Results and discussion

Known multipoles

A nucleus that de-excites by 12.7 keV can emit a photon or hand the energy to a bound electron. The conversion coefficient α is the electron rate divided by the photon rate. It is examined here for platinum in a relativistic one-electron (Dirac-Hartree-Slater) description. The question is whether the two dipole rows can be forecast, and whether the higher multipoles are a guide to them.

Internal conversion coefficients (electron rate over photon rate) of Pt (Z = 78) at a transition energy of 12.7 keV, from Radial Dirac-Fock and Kohn-Sham solver 5. The runs use the Dirac-Hartree-Slater potential of the neutral atom with a Latter tail and no hole, and a finite nucleus with surface currents. Shells within 1 keV of their threshold are left out.

```
multipole   shell sum         L3           M       outer
       E1           ?          ?           ?           ?
       M1           ?          ?           ?           ?
       E2       70300      44320       20170        5804
       M2      138900      72880       50500       15540
       E3    17530000    8390000     6987000     2148000
       M3   127200000   86650000    31060000     9497000
       E4  2830000000  186900000  2005000000   638400000
       M4   2.258e+10  1.106e+10  8681000000  2833000000
       E5   5.319e+11  804200000   3.903e+11   1.408e+11
       M5   2.408e+12  2.490e+11   1.588e+12   5.711e+11
```

EL and ML denote electric and magnetic transitions of order L. The column L3 is the 2p3/2 subshell, M the whole n = 3 shell, and outer all shells beyond it. The shell sum equals L3 + M + outer to within 0.03% in all eight known rows, inside the four-figure rounding. The deeper levels are closed: rough recalled binding energies are 78 keV for K, 14 keV for L1 and 13 keV for L2. An L3 electron leaves with only about 1 keV, an M electron with about 10 keV.

For an atom's inner region, small against the photon wavelength, the electron feels the near-zone potential of the nuclear multipole, which falls as r^−(L+1), and theory gives

α(L) ∝ [L/(L+1)] [(2L−1)!!]² k^−(2L+1) |⟨f| r^−(L+1) |i⟩|²

with k the photon wave number (1/k = 15.5 pm), i the bound and f the outgoing state. The factors in front come from the photon rate, which collapses with L. The steep rise down the table therefore says that photon emission fades faster than electron ejection, not that ejection speeds up. If one radius R stands in for the extra power of 1/r, a step in L multiplies α by

(2L+1)² (L+1)² / [L(L+2) (kR)²]

In the M shell the electric steps are 346, 287 and 195, which imply R = 4.4, 6.6 and 10.2 pm; the magnetic steps give similar radii. These radii only restate the steps. Their growth fits the picture that higher multipoles send out waves of higher l, which stay farther from the nucleus. M and outer move together, with M/outer between 2.77 and 3.48.

L3 is the irregular column. Parity and the triangle rule fix the lowest wave that can leave 2p3/2: s for M2, p for E2 and M3, d for E3 and M4, f for E4 and M5, g for E5. The numbers sort by that label. The L3 share of the sum is 48 to 68% for s, p and d, then 10% (M5), 6.6% (E4) and 0.15% (E5). The two d rows have L3/M of 1.20 and 1.27, although their coefficients differ more than a thousandfold. The order is not monotonic, since the single s row (1.44) lies below both p rows. From 2p3/2, ML reaches one unit of l lower than EL, and the magnetic-to-electric ratio in L3 climbs from 1.64 at L = 2 to 310 at L = 5. In M the ratio stays between 2.5 and 4.5, although ML gains the same unit there from L = 3 on. The gain in l alone is thus not enough; it seems to matter most for the slow L3 electron.

The centrifugal barrier is the standard explanation. At 0.1 bohr, the scale of the radii above, l(l+1)/(2r²) is 12/0.02 = 600 hartree for an f wave, some 16 keV. The screened nuclear attraction there is of the same order, so the 10 keV of an M electron helps it in and the 1 keV of an L3 electron hardly counts. Two effects add to this: 2p is more compact than the n = 3 orbitals, and 3d gives M a lowest wave one unit below that of L3. The labels alone cannot weigh the last. The same gap of one unit holds in E2, E3, M3 and M4, where L3 does not collapse, but there the lowest 3d channel is expected to be weak and 3p to carry most of M, whereas in E4, E5 and M5 3d should carry most of it. A starved numerator and a denominator fed by 3d then act together. The sorting is shown by the table; its division among these causes is only argued.

Forecast for E1

In a Coulomb field the acceleration form of the dipole matrix element gives, in atomic units with transition energy ω,

Z ⟨f| r̂/r² |i⟩ = ω² ⟨f| r |i⟩

The left side holds the operator of E1 conversion, the right that of photoabsorption. For a nuclear dipole d the electron rate is (2π/3)|d|² Σ|⟨r̂/r²⟩|², the photon rate is (4/3) α_fs³ ω³ |d|², and the photoabsorption cross section is σ = (4π²/3) α_fs ω Σ|⟨r⟩|², with α_fs the fine-structure constant. Eliminating the matrix element leaves

α(E1) = 3σ/(8π α_fs⁴ Z²) = σ/(Z² σ_T)

where σ_T = 0.665 barn is the Thomson cross section. A rough recalled photoabsorption of 150 cm²/g at this energy is 4.9 × 10⁴ barn per atom, and Z²σ_T = 78² × 0.665 = 4.05 × 10³ barn, so the sum is 12. A rough recalled jump ratio of 2.5 at the L3 edge puts 1 − 1/2.5 = 60% into L3, and the rest is split with the M/outer of E2, 3.48. The forecast is sum 12, L3 7, M 3.7 and outer 1.1, each within a factor 2, with an L3 share of 45 to 70%. Screening weakens the force that drives photoabsorption but not the 1/r² potential of the nuclear dipole, so the true values should lie on the high side.

Forecast for M1

A magnetic dipole couples to the electron as in hyperfine structure, and the strongest term is the contact interaction (8π/3) α_fs s·μ δ³(r), with s the electron spin and μ the nuclear transition moment. It links s to s. The sum over spins gives |μ|²/2. An outgoing s wave in a strong Coulomb field has the density Z/π per hartree at the nucleus. With the golden rule and the photon rate (4/3) α_fs³ ω³ |μ|²,

α(ns) = 16π² Z |ψ_ns(0)|² F² / (3 α_fs ω³)

F is the relativistic hyperfine factor of a point nucleus, 4j(j+½)(j+1)/[γ(4γ²−1)] with γ² = (j+½)² − (Zα_fs)². It is 2.14 for j = 1/2 and 1.14 for j = 3/2.

For the M shell, ω = 12700/27.2 = 467 hartree and α_fs ω³ = 467³/137 = 7.4 × 10⁵. Slater screening of 11.25 gives |ψ_3s(0)|² = 66.75³/(27π) = 3.5 × 10³. The factor without F is 52.6 × 78 × 3.5 × 10³/(7.4 × 10⁵) = 19.4. The p subshells follow from hydrogenic hyperfine integrals, which relative to s are 1/3 for p1/2→p1/2, 1/6 for p3/2→p3/2 and 1/12 for p3/2→p1/2, with angular weights 8/3, 64/15 and 4/3 against 8/3 for s→s. Thus p1/2 adds 1/9, and p3/2 weighs (64/15/36 + 4/3/144)/(8/3) = 0.048. The M shell becomes 19.4 × (2.14² × 10/9 + 0.048 × 1.14²) = 19.4 × 5.15 = 100. For L3 the n = 2 density, with screening 4.15, is 73.85³/(8π) = 1.6 × 10⁴, the factor rises to 89, and 89 × 0.048 × 1.14² = 5.5. Outer follows from the M/outer of M2, 3.25.

The forecast is sum about 135, M 100 and outer 31, each within a factor 1.6, and L3 5.5 within a factor 2, with an L3 share under 10%. M1/E1 should exceed 10 in M, far outside the 2.5 to 4.5 of the known orders, and lie near 1 (0.3 to 2) in L3. Nothing in either model is fitted apart from the borrowed M/outer. Both rest on relations special to L = 1, so the known rows cannot check them and the error factors are a matter of judgement.

Extrapolations from the known rows

Two shortcuts use the table alone. The first fits ln α of the M shell as a quadratic in L by least squares to L = 2 to 5 of each type. It misses those rows by at most 3.0% (electric) and 5.6% (magnetic) of the computed value, unremarkable for three constants on four points. The same curve drawn through L = 3 to 5 returns 0.82 and 1.44 times the L = 2 values, and these factors serve as its error bars: 41.5 (34 to 51) for E1 and 49 (34 to 71) for M1. It should overshoot E1 about tenfold, because E2 gains short-range p→p channels that E1 lacks, and fall within a factor 3 for M1. The second takes L3/M from known rows with the same lowest wave: 1.44 for E1 (s, from M2 alone) and 2.49 for M1 (p, mean of E2 and M3). It should be fair for E1 and more than tenfold too high for M1.

Computed dipole rows

The withheld rows as computed:

```
multipole  shell sum     L3      M  outer
       E1      13.76  8.467  4.169  1.121
       M1      128.7  4.445  95.19  29.05
```

All eight values fall inside their ranges. The E1 entries lie 5 to 18% above the unrounded forecasts (7.2 for L3), and the L3 share is 61.5%. The M1 sum, M and outer lie 5 to 6% below, L3 is 20% below, and its share is 3.5%. M1/E1 is 22.8 in M and 0.525 in L3, both within the stated bounds.

This agreement is closer than the models deserve. The E1 input is good to two figures at best, and the L3 share was put in through the jump ratio, so the row supports the link between E1 conversion and photoabsorption without testing its details. The upward miss has the sign that screening calls for, but an input 10 to 20% too low would look the same. For M1 the error of Slater screening enters cubed and that of F squared. The finite nucleus of the calculation softens the density at the origin that the point-nucleus F assumes, which points the right way, but at this Z that correction alone is several times the 5% miss, so the close hit must owe much to cancellation against a 3s density that the Slater estimate sets too low. The larger miss in L3 is in the crudest step, where the p integrals borrow the s-wave densities; the bound-to-continuum integral from 2p is also smaller than the mean of the diagonal ones used here, which has the sign of the miss. The binding energy is not the cause, since a p wave in so strong a field hardly changes near threshold. One borrowed number slipped: M/outer for E1 is 3.72, above every known row and 7% above the 3.48 used, extending the fall of this ratio with L among the electric rows.

The quadratic extrapolation fails on both rows by its own error bars. It is 9.96 times too high for E1, and for M1 it gives 0.52 of the computed value, inside the factor 3 allowed but with 95.19 well above its upper limit of 71. The step from E1 to E2 is 4838, against 346 for the next one, whereas the step from M1 to M2, 531, is of the size of its neighbour, 615. The break is shown by the numbers. Theory offers a reason in the acceleration relation itself: the 1/r² element between l and l ± 1 is proportional to ω² and vanishes between Coulomb states of equal energy. Close to the nucleus, where the operator weighs most, the waves hardly depend on energy, so part of this cancellation survives at the real energy gap, less for the nodeless 2p and 3d than for 3s and 3p. It afflicts channels in which l changes by the full L (the Pasternack-Sternheimer rule), and E1 has no others. From E2 on, bound p and d electrons have channels with a smaller change of l, such as p→p, which escape it and gain further from the s-like small component of p1/2. E1 is thus a different kind of rung, and a smooth curve through the others holds no trace of it.

The lowest-wave rule gives 0.71 of the computed L3/M for E1 and is 53 times too high for M1, where the computed ratio is 0.0467 and the contact model gave 0.055. No barrier stops a p wave, so the smallness of L3 here has another cause than in E4 or E5: the M shell has 3s and its contact term, and the only open L subshell has nothing like it. The rule tracks the numerator of L3/M and fails when the denominator owns a stronger channel.

Neighbouring cases

The same reasoning fixes the direction for nearby series. A few keV higher, past the L2 and L1 edges, M1 would jump, because 2s opens with a contact density several times that of 3s, and L1 would take over the row. E1 would step up only as photoabsorption does. Between edges the shell sums should fall with energy, M1 roughly as ω⁻³ and high orders faster, while the L3 share of E4, E5 and M5 should recover as the electron gains speed. In an element several units of Z lighter, at 12.7 keV, the whole L shell is open and faster, so the collapse should be milder; in a somewhat heavier one L3 closes (this method drops it earlier, once it lies within 1 keV of threshold) and the sums reduce to M and outer, which would cost E1 three fifths of its value at this size and M1 under 4%.

Two settings bear on use. The outgoing electron here sees the neutral atom; with the vacancy included it is pulled in more strongly, and a reasonable guess is that the slow L3 electron in the f and g rows would respond most, though hardly enough to undo contrasts of tenfold and more. The surface-current nucleus is a schematic source, and for strongly hindered M1 or E1 transitions the electron's penetration into the real nucleus can change α in ways that these rows do not contain.
